How the carbon pile-up at a manganese step in austenite responds to a change of conditions

Two plates of austenite, the face-centred cubic form of iron, are welded together at x = 0 and annealed. They hold the same carbon level, and the plate at x > 0 holds more manganese. Carbon does not stay flat: it collects on one side of the weld and is depleted on the other. The question is how the height of this pile-up, its depth and the carbon dose crossing the weld respond when one thing is changed: time, manganese step, carbon level, alloying atom, substitutional diffusivity, temperature or initial carbon step.

Conventions and the diffusivity matrix

Iron is the dependent component 3, carbon (interstitial) is 1 and manganese (substitutional) is 2. Compositions y1 and y2 are moles per mole of substitutional atoms, so the concentration is y/Vm, with the molar volume Vm taken as constant. Fluxes are counted in the frame where the iron and manganese fluxes cancel, and both plates are thick compared with every diffusion length. With a constant 2×2 matrix D,

∂y/∂t = D ∂²y/∂x², y = (y1, y2).

The driving forces are the gradients of μ1 and of μ2 − μ3, the derivatives of the Gibbs energy G per mole of substitutional atoms with respect to y1 and y2. Hence D = Vm L Φ, with L the Onsager mobility matrix and Φ the matrix of second derivatives of G. In a stable phase both are symmetric and positive definite, so D is similar to the symmetric positive definite matrix Vm √L Φ √L. It can always be diagonalised, with real positive eigenvalues.

The model takes L diagonal, iron and manganese as mixing ideally, and μ1 = μ1° + RT[ln y1 + ε11 y1 + ε12 y2], where the ε are Wagner interaction parameters defined here on y. Then Φ11 = RT(1/y1 + ε11), Φ12 = Φ21 = RT ε12 and Φ22 = RT/[y2(1 − y2)], which gives

r = D12/D11 = ε12 y1/(1 + ε11 y1), D21/D22 = ε12 y2(1 − y2),

both evaluated at the mean composition of the couple.

The solution

Write D = S diag(λ1, λ2) S⁻¹, with the eigenvectors as columns of S. The combinations S⁻¹y obey separate diffusion equations with diffusivities λk, and each starts as a step and relaxes as an error function. Transforming back, with y⁺ and y⁻ the terminal compositions at x > 0 and x < 0,

y(x,t) = ymean + ½ S diag[erf(x/Lk)] S⁻¹ (y⁺ − y⁻), Lk = 2√(λk t).

For n components this is a sum of n − 1 error functions; the ternary form is due to Fujita and Gosting (1956). Here

λ1,2 = ½[D11 + D22 ± √((D11 − D22)² + 4 D12 D21)],

and S has rows (1, s12) and (s21, 1), with s12 = −D12/(D11 − λ2) and s21 = D21/(λ1 − D22). For steps Δy = y⁺ − y⁻ the mode amplitudes w = S⁻¹Δy are w1 = (Δy1 − s12 Δy2)/(1 − s12 s21) and w2 = (Δy2 − s21 Δy1)/(1 − s12 s21). With no carbon step, the carbon row becomes

y1 − y1,mean = A[erf(x/L2) − erf(x/L1)], A = −D12 Δy2/[2(λ1 − λ2)].

The bracket vanishes at the weld and far away, and is odd in x. Its slope vanishes where exp(−x²/L2²)/L2 = exp(−x²/L1²)/L1. With ρ = λ2/λ1 this gives the peak depth x* and height P:

x* = u L2, u = √[ln(1/ρ)/(2(1 − ρ))], P = A F, F = erf(u) − erf(u√ρ).

The dose Q that has crossed toward x > 0 is the area under the excess divided by Vm. Since the integral of erfc from 0 to ∞ is 1/√π,

Q = A(L1 − L2)/(√π Vm).

The base case

The inputs are typical, approximate values for austenite at 1323 K (1050 °C): D11 = 5.0×10⁻¹¹ m²/s, D22 = 8.0×10⁻¹⁶ m²/s, ε11 = 7, ε12 = −4, Vm = 7.3×10⁻⁶ m³/mol. The couple has y1 = 0.020 throughout (about 0.43 mass per cent carbon), y2 = 0.010 and 0.030, so Δy2 = 0.020 about a mean of 0.020, and t = 36000 s.

Then r = −0.0702, D12 = −3.51×10⁻¹² m²/s, D21/D22 = −0.0784 and D21 = −6.27×10⁻¹⁷ m²/s. The coupling moves each eigenvalue by 4.4×10⁻¹⁸ m²/s, which is invisible in λ1 and lowers λ2 to 7.96×10⁻¹⁶ m²/s. So ρ = 1.59×10⁻⁵, L1 = 2.68 mm, L2 = 10.7 µm, s12 = 0.0702 and s21 = −1.25×10⁻⁶. The fast mode is almost pure carbon: the manganese tail it carries has amplitude s21 w1/2 = 8.8×10⁻¹⁰. The slow mode is manganese with carbon riding on it in the ratio s12.

The results are A = 7.02×10⁻⁴, u = 2.35, x* = 25.2 µm, F = 0.989, P = 6.94×10⁻⁴ (3.5 per cent of the carbon level) and Q = 0.145 mol/m², all on the manganese-rich side.

A device analogy helps. Manganese plays the nearly immobile dopant and carbon the mobile carrier. Carbon keeps its chemical potential continuous across the narrow manganese step, as the Fermi level is continuous across a junction, and this requires a concentration jump 2A ≈ −r Δy2. There is no space charge to confine the redistribution, so carbon keeps flowing over the length L1. Three rules follow for ρ ≪ 1. Thermodynamics sets the height through r Δy2. Manganese kinetics sets the depth through L2. The dose scales as the height times L1.

The responses, by reasoning and by calculation

Time multiplied by four. The profile depends on x/√t only, so the height must stay and every length must double. The formulas give P unchanged, x* = 50.3 µm and Q = 0.290 mol/m². A longer anneal spreads the pile-up without flattening it, as long as the plates remain thick compared with L1.

Manganese step doubled about the same mean (0 and 0.040). D is unchanged and the equation is linear, so P and Q double, to 13.9×10⁻⁴ and 0.290 mol/m², and x* stays.

Carbon level doubled to 0.040, with D11 and D22 held. Twice as much carbon is available to respond, but carbon atoms repel one another (ε11 > 0), which raises the denominator of r from 1.14 to 1.28. The expected factor is 1.78, short of two. Calculation gives r = −0.125, P = 12.4×10⁻⁴, x* = 25.1 µm and Q = 0.258 mol/m². The relative height falls to 3.1 per cent. One held quantity matters: D11 typically rises by roughly 45 per cent over this carbon range, which would add about 20 per cent to Q through √D11 while leaving P almost untouched.

Manganese replaced by silicon, represented by a typical, approximate ε12 = +10 with the diffusivities held. Silicon raises the carbon potential, so carbon must leave the alloy-rich side. The sign reverses and the size scales by 10/(−4) = −2.5. Calculation gives r = 0.175, P = −17.3×10⁻⁴ and Q = −0.362 mol/m²; the stronger coupling lowers λ2 a little and x* = 24.8 µm. Carbon driven away from silicon in this way is the uphill diffusion that Darken reported in 1949. Iron and silicon do not mix ideally, which alters D21/D22, but D21 reaches P only through the eigenvalues: deleting it from the base case changes F by 3×10⁻⁵.

D22 multiplied by ten, with D21 in proportion. A ≈ −r Δy2/2 does not contain D22. The depth should grow by √10 = 3.16, trimmed by the logarithm in u. The height should fall slightly, because the fast mode has decayed further by the depth at which the slow one saturates: 1 − F is dominated by erf(u√ρ) ≈ 2u√ρ/√π, which grows by the same factor as x*. Calculation gives u = 2.09, x* = 70.8 µm (a factor 2.81), 1 − F rising from 0.0115 to 0.0329, P = 6.79×10⁻⁴ and Q = 0.144 mol/m². A tenfold change in the least certain diffusivity costs 2 per cent in height.

Temperature lowered to 1173 K (900 °C) at the same time. Take typical activation energies of 140 kJ/mol for D11 and 260 kJ/mol for D22, assume ε ∝ 1/T (a purely enthalpic interaction) and hold Vm. All motion slows, so depth and dose fall, the depth far more because its activation energy is larger. The height rises, because the same carbon–manganese attraction competes with a smaller RT. The Arrhenius factors are 0.196 and 0.0487, so L1 and L2 shrink by about their square roots, 0.44 and 0.22. The ε values grow by 1323/1173 = 1.128 to 7.90 and −4.51. Calculation gives D11 = 9.82×10⁻¹² m²/s, D22 = 3.89×10⁻¹⁷ m²/s, r = −0.0779 and ρ = 3.94×10⁻⁶. Then A is up by 11 per cent and F by 0.55 per cent, P = 7.75×10⁻⁴, x* = 5.89 µm and Q = 0.0715 mol/m²: a taller, thinner pile-up with half the dose.

Change | r | F | P (10⁻⁴) | x* (µm) | Q (mol/m²)
base | −0.0702 | 0.989 | 6.94 | 25.2 | 0.145
time ×4 | −0.0702 | 0.989 | 6.94 | 50.3 | 0.290
Mn step ×2 | −0.0702 | 0.989 | 13.9 | 25.2 | 0.290
carbon ×2 | −0.125 | 0.989 | 12.4 | 25.1 | 0.258
Mn → Si | 0.175 | 0.989 | −17.3 | 24.8 | −0.362
D22 ×10 | −0.0702 | 0.967 | 6.79 | 70.8 | 0.144
1173 K | −0.0779 | 0.994 | 7.75 | 5.89 | 0.0715

A carbon step added at fixed mean. Now y1 − y1,mean = ½[w1 erf(x/L1) + s12 w2 erf(x/L2)], and the area between this profile and y1⁺ gives

Q = −(w1 L1 + s12 w2 L2)/(2√π Vm).

Long-range transport follows the difference in carbon potential between the plates, which is what w1 measures. Extra carbon on the manganese-rich side reduces that difference linearly and cancels it at Δy1 = s12 Δy2 = 1.40×10⁻³. For a step of about half this size the dose should be halved while still running toward the plate that already holds more carbon. With Δy1 = 7.0×10⁻⁴, w1 = −7.04×10⁻⁴ and Q = 0.0724 mol/m², which is uphill with respect to the terminal compositions. At the cancelling step only the slow mode is left, and Q = −5.8×10⁻⁴ mol/m²: carbon merely accompanies the manganese that spreads toward x < 0. Beyond it the fast mode reverses and carbon runs downhill. This is the design rule for a couple that must not exchange carbon: match the carbon potential, not the carbon content.

How far the numbers can be trusted

The first neglected effect is the composition dependence of D11. Suppose D11 is higher by a fraction δ in the plate at x > 0. For ρ ≪ 1 the jump 2A is fixed by the potential, and flux continuity requires the excess a⁺ and the deficit a⁻ beside the weld to satisfy a⁺√D⁺ = a⁻√D⁻. This gives a± ≈ A(1 ∓ δ/4), so an assumed δ of 4 per cent shifts each by 1 per cent. That rivals the responses that act through F, the 2 per cent from D22 and the 0.55 per cent from temperature, which are therefore meaningful only for the peak-to-trough difference 2P, where δ cancels to first order. The choice of composition variable is of like size: passing between mole fractions and y shifts ε11 by about one unit, which moves r by 1.8 per cent. Third figures in the table serve to compare cases within the model and nothing more.

Every result above is the model's, resting on typical inputs. A pile-up of a few per cent of the carbon level on the manganese-rich side of a two-per-cent step is the behaviour typical of Fe-C-Mn austenite, and the inputs were chosen to be typical of it. The height is proportional to ε12, for which typical values near this temperature range from about −3 to −5, so P and Q for a real couple are uncertain by about 25 per cent. The depth x* scales nearly as √D22 and describes lattice diffusion; in fine-grained austenite grain boundaries carry manganese further, most of all at the lower temperature, so there the model's x* is too small.